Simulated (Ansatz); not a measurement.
Relaxed bulk Au, space group Fm-3m (No. 225):

```
Au
1.0
     0.00000    2.04188    2.04188
     2.04188    0.00000    2.04188
     2.04188    2.04188    0.00000
Au
1
Direct
  0.00000 0.00000 0.00000
```

Miller indices refer to the conventional cell of Fm-3m (No. 225), a = 4.084 Å, b = 4.084 Å, c = 4.084 Å, α = 90.00°, β = 90.00°, γ = 90.00°.

The (111) slab of 5 planes, 9.4 Å thick with 15 Å of vacuum as cut; outer planes Au (top) and Au (bottom).

Theory: DFT PBEsol, scalar-relativistic, plane waves, PAW in Ansatz. Settings: cutoff 420 eV, Γ-centred mesh 12×12×1 on the computed 5-atom cell, Gaussian smearing of 0.10 eV; no spin polarisation. A dipole correction removes the field between periodic images along c.

Results for the relaxed slab:

For the relaxed slab, the surface energy (mean of both faces) is 0.99 J/m². The work function is 5.35 eV.

Relaxation lowers the energy by 0.004 J/m² a face; the largest move is 0.020 Å.

| plane (bottom to top) | atoms | spacing to next, bulk (Å) | relaxed (Å) | change (%) |
| --- | --- | --- | --- | --- |
| 1 | Au | 2.358 | 2.378 | +0.8 |
| 2 | Au | 2.358 | 2.337 | -0.9 |
| 3 | Au | 2.358 | 2.337 | -0.9 |
| 4 | Au | 2.358 | 2.378 | +0.8 |
| 5 | Au |  |  |  |

Slabs this thin can still miss converged surface energies by a few hundredths of a J/m² and work functions by about a tenth of an eV.

Spin-orbit coupling is left out, which matters for the bands of heavy elements.

γ = (E_slab − N·E_bulk)/2A = 0.891 eV / (2 × 7.22 Å²) = 61.7 meV/Å² = 0.99 J/m², with N = 5 atoms. The cut crosses 3 bonds a cell (neighbours within 10 % of the shortest distances), so each costs 0.30 eV on this count.

The ideal Au(111) termination is almost bulk-like: relaxation moves atoms by at most 0.020 Å and recovers only 0.004 J/m² a face, so the surface energy of 0.99 J/m² is essentially the cost of cutting bonds. That cost, 0.30 eV per bond, is well below an equal share of gold's cohesive energy. This is expected for a metal, where the remaining bonds strengthen as coordination falls. The close-packed face also loses few neighbours per atom, which keeps the energy low.

The outer spacing expands by 0.8 %, whereas many metal surfaces contract; a probable reason is repulsion between the nearly filled 5d shells, which offsets the inward pull of the sp electrons. The work function of 5.35 eV fits the high values known for dense gold faces, but the surface energy lies below the usual experimental estimates, probably because a semilocal functional misses part of the long-range correlation. With one atom per plane, the cell cannot form the denser top layer of the herringbone reconstruction, so the results describe only the unreconstructed surface.
